# Commensurate k and q meshes, and the smallest commensurate supercell: a failed setup for MgB$_2$

## 1. Conventions and setting

Wavevectors are in reduced coordinates, $\mathbf k=\sum_\alpha k_\alpha\mathbf b_\alpha$ with $\mathbf a_\alpha\cdot\mathbf b_\beta=2\pi\delta_{\alpha\beta}$, and are taken modulo 1. A uniform mesh with divisions $N_\alpha$ and shift $s_\alpha$ (in mesh steps) is
$$K=\{k_\alpha=(i_\alpha+s_\alpha)/N_\alpha\},\qquad i_\alpha=0,\dots,N_\alpha-1 .$$

MgB$_2$: hexagonal, 3 atoms per cell, $a=3.0834$ Å and $c=3.5213$ Å (compiled values, Loa 2002, 300 K). Hence $|\mathbf b_1|=4\pi/(\sqrt3a)=2.3530$ Å$^{-1}$ and $|\mathbf b_3|=2\pi/c=1.7843$ Å$^{-1}$.

k-mesh: $72\times72\times12$, shift $(0,0,\tfrac12)$. The shift along $c$ keeps the point group, since $-\tfrac12\equiv\tfrac12$ modulo one step. In-plane half shifts are avoided: the threefold axis permutes the offsets $(\tfrac12,0)$, $(0,\tfrac12)$, $(\tfrac12,\tfrac12)$, so none is invariant. q-mesh: $6\times6\times4$. Bands are stored once on $K$, and the states at $\mathbf k+\mathbf q$ are to be read from the same table.

Target: Allen's double-delta linewidth (half width, in energy, spin sum included) for a constant matrix element $g$,
$$\gamma_{\mathbf q}=2\pi\hbar\omega_{\mathbf q}|g|^2\xi(\mathbf q),\qquad \xi(\mathbf q)=\frac1{N_k}\sum_{\mathbf k\in K}\delta_\sigma(\varepsilon_{\mathbf k})\,\delta_\sigma(\varepsilon_{\mathbf k+\mathbf q}),\tag{1}$$
with $N_k=N_1N_2N_3$, energies from $E_F$, and $\lambda_{\mathbf q}=\gamma_{\mathbf q}/[\pi N_F(\hbar\omega_{\mathbf q})^2]$, where $N_F$ is the density of states per spin and cell. At fixed $g$ and $\omega$, a relative error in $\xi$ passes unchanged to $\gamma_{\mathbf q}$ and $\lambda_{\mathbf q}$. The smearing is $\delta_\sigma(\varepsilon)=e^{-\varepsilon^2/2\sigma^2}/(\sqrt{2\pi}\sigma)$ with $\sigma=0.1$ eV. In the form $e^{-\varepsilon^2/w^2}$ this is $w=\sqrt2\sigma=0.14$ eV $=0.010$ Ry.

## 2. Model of one boron $\sigma$ sheet, $\mathbf q$ on $\Gamma$–A

Warped hole cylinder:
$$\varepsilon_{\mathbf k}=\varepsilon_0-2t\cos(2\pi k_3)-\hbar^2k_\parallel^2/2m^* .$$
Inputs, approximate and rounded: $t=0.1$ eV, $\varepsilon_0=0.6$ eV, in-plane $\hbar v_F\approx4$ eV Å. Only the intraband term of one sheet is treated. Interband and $\pi$-band terms are separate sums in the full linewidth and are not evaluated.

For $\mathbf q=(0,0,q)$,
$$\Delta=\varepsilon_{\mathbf k+\mathbf q}-\varepsilon_{\mathbf k}=A\sin\theta,\qquad A=4t\sin\pi q,\qquad\theta=2\pi k_3+\pi q .\tag{2}$$
$\Delta$ is independent of $k_\parallel$. The in-plane density of states $N$ (per spin and cell) is constant and the same on every plane. So the in-plane sum is $N\int d\varepsilon\,\delta_\sigma(\varepsilon)\delta_\sigma(\varepsilon+\Delta)=N e^{-\Delta^2/4\sigma^2}/(2\sqrt\pi\sigma)$.

Two approximations in this step, both small. The product of Gaussians has width $\sigma/\sqrt2=0.071$ eV, and the band top lies at least $\varepsilon_0-2t=0.4$ eV, or 5.7 widths, away. Poisson summation over the in-plane mesh leaves six leading images at $72a=222$ Å, each bounded by $\exp[-\tfrac12(72a\,\sigma/\sqrt2\hbar v_F)^2]$ for a linearised band, 0.003 in total.

With $x=(t/\sigma)^2(1-\cos2\pi q)$ one has $\Delta^2/4\sigma^2=2x\sin^2\theta$, and $e^{-2x\sin^2\theta}=e^{-x}[I_0(x)+2\sum_{n\ge1}I_n(x)\cos2n\theta]$. The average over $k_3$ gives
$$\frac{\xi(q)}N=\frac{e^{-x}I_0(x)}{2\sqrt\pi\,\sigma}.\tag{3}$$
Twelve planes also keep $n=6,12,\dots$ The relative aliasing is at most about $2I_6(2)/I_0(2)=0.14\,\%$ for $t=\sigma$. Mesh sums and (3) agree to the digits printed below.

## 3. The attempt (wrong; do not copy)

**This section contains the slip, and its results are wrong.**

- **W1.** The k-mesh is shifted along $c$: $k_i=(i+\tfrac12)/12$.
- **W2.** "Give the q-mesh the same half-step shift, $q_j=(j+\tfrac12)/4=\tfrac18,\tfrac38,\tfrac58,\tfrac78$. Since $(j+\tfrac12)/4=(3j+1+\tfrac12)/12$, each $q_j$ is the k-point number $3j+1$. The q-mesh is part of the k-mesh and 4 divides 12, so $k_i+q_j$ is on the mesh."
- **W3.** Look up $\varepsilon_{k_i+q_j}$ at index $(i+3j+1)\bmod12$.
- **W4.** Use $\xi(-q)=\xi(q)$, compute $j=0,1$ only, weight $\tfrac12$ each. Output: $\xi/N=2.48$ eV$^{-1}$ at "$\tfrac18$" and $1.04$ eV$^{-1}$ at "$\tfrac38$".
- **W5.** Average over the line $\Gamma$–A–$\Gamma$: $1.76$ eV$^{-1}$.
- **W6.** Frozen-phonon cross-check: "the mesh is $6\times6\times4$, so no point needs more than $\mathrm{lcm}(6,6,4)=12$ cells (36 atoms)". For the point $j=(1,1,0)$ take
$$S_{12}=\begin{pmatrix}1&-1&0\\0&3&2\\0&0&4\end{pmatrix},\qquad\det S_{12}=12 .$$

## 4. Symptoms

**(a) $q$ and $-q$ disagree.** If $K+\mathbf q=K$, substitute $\mathbf k'=\mathbf k-\mathbf q$ in (1): $\xi(-\mathbf q)=N_k^{-1}\sum_{\mathbf k'}\delta_\sigma(\varepsilon_{\mathbf k'+\mathbf q})\delta_\sigma(\varepsilon_{\mathbf k'})=\xi(\mathbf q)$, exactly, on any mesh and at any smearing. Drop W4 and run $j=2,3$. W3 returns $0.91$ at "$\tfrac58$" and $1.82$ eV$^{-1}$ at "$\tfrac78\equiv-\tfrac18$". The pair $\pm\tfrac18$ gives 2.48 against 1.82, a ratio of 1.36 where 1 is required. The reduction in W4 hid this.

**(b) The supercell does not close.** The point $j=(1,1,0)$ is $\mathbf q=(\tfrac16,\tfrac16,\tfrac18)$, and $S_{12}\mathbf q=(0,\tfrac34,\tfrac12)$. The displacement pattern $e^{2\pi i\mathbf q\cdot\mathbf n}$ picks up $-i$ and $-1$ across two supercell vectors instead of 1.

## 5. The faulty line

W2. The statement that $q_j\in K$ is true and irrelevant. A shifted mesh is a coset of the unshifted one and is not closed under addition. The shifts add:
$$k_i+q_j=\frac{i+3j+2}{12},$$
a point of the *unshifted* 12-mesh, midway between two points of $K$. W3 picks the lower one, so the momentum actually transferred is
$$q_j^{\rm eff}=\frac{3j+1}{12}=q_j-\frac1{24}.\tag{4}$$
The displacement is $|\mathbf b_3|/24=0.0743$ Å$^{-1}$, always of the same sign. At $j=0$ the label is $0.2230$ Å$^{-1}$ and the transfer $0.1487$ Å$^{-1}$, short by one third. At $j=3$ the transfer is $\tfrac{10}{12}\equiv-\tfrac16$, which explains symptom (a).

## 6. Result I: commensurate meshes

**Single q.** $\mathbf k+\mathbf q\in K$ for $\mathbf k\in K$ if and only if $N_\alpha q_\alpha\in\mathbb Z$ for all $\alpha$.

*Proof.* $q_\alpha=k'_\alpha-k_\alpha=(i'_\alpha-i_\alpha)/N_\alpha$ modulo 1. The shift cancels in the difference. Conversely, adding an integer over $N_\alpha$ relabels $i_\alpha$. ∎

The allowed q form the unshifted grid lattice, whatever $s_\alpha$ is.

**Whole q-mesh**, $q_\alpha=(j+s'_\alpha)/M_\alpha$. The difference of neighbours, $1/M_\alpha$, must be allowed, so $r_\alpha=N_\alpha/M_\alpha$ is an integer. The point $j=0$ then requires $r_\alpha s'_\alpha\in\mathbb Z$. The two conditions are also sufficient, since $N_\alpha q_\alpha=r_\alpha j+r_\alpha s'_\alpha$.

- $s'=0$: the condition is $M_\alpha\mid N_\alpha$.
- $s'=\tfrac12$: $r_\alpha$ must be even.
- $s'=\tfrac12$ with $r_\alpha$ odd: the q-mesh is a subset of the half-shifted k-mesh and none of its points is allowed. Here $r_3=3$.

The condition binds only table lookup. A code that solves for the states at $\mathbf k+\mathbf q$ explicitly may use any $\mathbf q$, at the price of a second set of bands for each $\mathbf q$.

## 7. Result II: smallest commensurate supercell

A supercell $\mathbf A_\alpha=\sum_\beta S_{\alpha\beta}\mathbf a_\beta$ with integer $S$ holds $|\det S|$ cells. It is commensurate with $\mathbf q$ when $e^{i\mathbf q\cdot\mathbf A_\alpha}=1$, that is $S\mathbf q\in\mathbb Z^3$. Let $q_\alpha=m_\alpha/n_\alpha$ in lowest terms ($0=0/1$) and $L=\mathrm{lcm}(n_1,n_2,n_3)$.

**Claim** (the non-diagonal supercell result of Lloyd-Williams and Monserrat, 2015). The smallest commensurate supercell has $L$ cells. The smallest diagonal one has $n_1n_2n_3$.

*Proof.* The map $\phi:\mathbb Z^3\to\mathbb Q/\mathbb Z$, $\mathbf n\mapsto\mathbf q\cdot\mathbf n \bmod1$, is a homomorphism. Its image is generated by the $m_\alpha/n_\alpha$. Since $\gcd(m_\alpha,n_\alpha)=1$, $m_\alpha/n_\alpha$ generates the same subgroup as $1/n_\alpha$. With $1/n_\alpha=(L/n_\alpha)/L$ and $\gcd(L/n_1,L/n_2,L/n_3)=1$, the three together generate the multiples of $1/L$, a group of order $L$. So the kernel $\Lambda$ is a sublattice of index $L$. A basis of $\Lambda$, written as the rows of $S$, gives a commensurate cell with $|\det S|=L$. The rows of any commensurate $S$ lie in $\Lambda$, so $|\det S|$ is a multiple of $L$. For diagonal $S$, $S_{\alpha\alpha}m_\alpha/n_\alpha\in\mathbb Z$ forces $n_\alpha\mid S_{\alpha\alpha}$. ∎

The minimal lattice $\Lambda$ is unique. Its basis is free and is chosen to make the cell compact. The $n_\alpha$ are the denominators of the point itself, not the mesh divisions. W6 overlooked this: a half shift of the 4-mesh makes every $n_3=8$.

## 8. Mended calculation

**Route A: unshift the q-mesh.** $q=0,\tfrac14,\tfrac12,\tfrac34$, index $(i+3j)\bmod12$, k-mesh unchanged. Then $\xi/N=2.82,\ 1.31,\ 0.87,\ 1.31$ eV$^{-1}$, symmetric under $q\to-q$, with average 1.58 eV$^{-1}$. The value at $q=0$ is $1/(2\sqrt\pi\sigma)$. It is set by the smearing alone and diverges as $\sigma\to0$.

**Route B: keep $q=\tfrac18,\tfrac38,\dots$** and either compute $\mathbf k+\mathbf q$ explicitly or take 24 planes ($r_3=6$, index $i+6j+3$). Then $\xi/N=2.15,\ 0.96,\ 0.96,\ 2.15$ eV$^{-1}$, average 1.55 eV$^{-1}$.

The integral of (3) over $0\le q<1$ is 1.57 eV$^{-1}$. Route A lies $0.8\,\%$ above it and route B lies as far below ($-0.8\,\%$).

**Supercells.** For route A the point $(\tfrac16,\tfrac16,\tfrac14)$ has $L=12$, and $S_{12}\mathbf q=(0,1,1)$, so $S_{12}$ is right for it: 36 atoms, against 144 cells and 432 atoms for the diagonal cell. No point of the unshifted mesh needs more than 12 cells, because every $n_\alpha$ divides 12. For route B the point $(\tfrac16,\tfrac16,\tfrac18)$ has $L=24$:
$$S_{24}=\begin{pmatrix}1&-1&0\\0&3&4\\0&0&8\end{pmatrix},\qquad S_{24}\mathbf q=(0,1,1),\qquad\det S_{24}=24,$$
72 atoms, against 288 cells and 864 atoms for the diagonal cell. W6 is low by a factor of 2.

## 9. Size of the error

Model values for $t=\sigma=0.1$ eV, $\xi/N$ in eV$^{-1}$:

| label $q$ | $q^{\rm eff}$ | attempt | correct | error |
|---|---|---|---|---|
| 1/8 | 1/12 | 2.48 | 2.15 | +15 % |
| 3/8 | 4/12 | 1.04 | 0.96 | +8 % |
| 5/8 | 7/12 | 0.91 | 0.96 | −5 % |
| 7/8 | 10/12 | 1.82 | 2.15 | −15 % |
| line average (W5) | | 1.76 | 1.57 | +12 % |

Without W4 the four $q^{\rm eff}$ form a uniform mesh in their own right, and their plain average is 1.56 eV$^{-1}$. The bias in W5 comes from keeping only the half $0<q<\tfrac12$, where (4) always moves the transfer towards $\Gamma$. The q-resolved values are wrong in either case.

**Scaling.** For $N_3$ planes and odd $r_3$ the displacement is $-1/2N_3$. With $I_0'=I_1$, (3) gives to first order
$$\frac{\delta\xi}\xi=\Big[1-\frac{I_1(x)}{I_0(x)}\Big]\Big(\frac t\sigma\Big)^2\frac{\pi\sin2\pi q}{N_3},$$
which is 0.16 at $q=\tfrac18$, $N_3=12$. It falls only as $1/N_3$, whereas the aliasing $I_{N_3/2}/I_0$ falls faster than any power. A slow drift with $N_3$ is a third symptom.

**Smearing.** The relative error depends on $t/\sigma$ only. At $\sigma=0.2$ eV it is $+4\,\%$ at $q=\tfrac18$. For $\sigma\to0$, $e^{-x}I_0\to(2\pi x)^{-1/2}$ and $\xi/N\to1/(4\pi t|\sin\pi q|)$. The same displacement then gives $\sin(\pi/8)/\sin(\pi/12)$, or $+48\,\%$, at $\tfrac18$ and $-23\,\%$ at $\tfrac78$, whatever $t$. These are sensitivities of the exact function to a shift of $1/24$; a point sum on 12 planes is not converged in that limit. The first-order form there is $\pi\cot(\pi q)/2N_3$, 0.32 at $q=\tfrac18$.

**Finite frequency.** Equation (1) neglects $\hbar\omega$ against $A$. For the $E_{2g}$ mode $\hbar\omega\approx0.07$ eV (typical), to be set against $A=0.153$ eV at $\tfrac18$ and $0.104$ eV at $\tfrac1{12}$, so it is not small. Replace the double delta by $(f_{\mathbf k}-f_{\mathbf k+\mathbf q})\,\delta(\Delta-\hbar\omega)/\hbar\omega$. Since $\int d\varepsilon\,[f(\varepsilon)-f(\varepsilon+\hbar\omega)]=\hbar\omega$, the result is $\xi_\omega/N=\langle\delta(A\sin\theta-\hbar\omega)\rangle_\theta=1/[\pi\sqrt{A^2-(\hbar\omega)^2}]$ for $A>\hbar\omega$ and zero otherwise. The error at $\tfrac18$ becomes $+78\,\%$ in this sharp limit. With the delta broadened to a Gaussian of standard deviation $\sqrt2\sigma$, $\sigma=0.1$ eV, as in (3), it is $+12\,\%$.

These percentages are the model's, for the intraband term of one $\sigma$ sheet at constant $g$ with rounded $t$. They concern the 4 points on $\Gamma$–A out of 144 in the q-mesh and give no value for the total $\lambda$ of MgB$_2$. The momentum displacement of $0.0743$ Å$^{-1}$ and the factor of 2 in supercell size depend on no band parameter.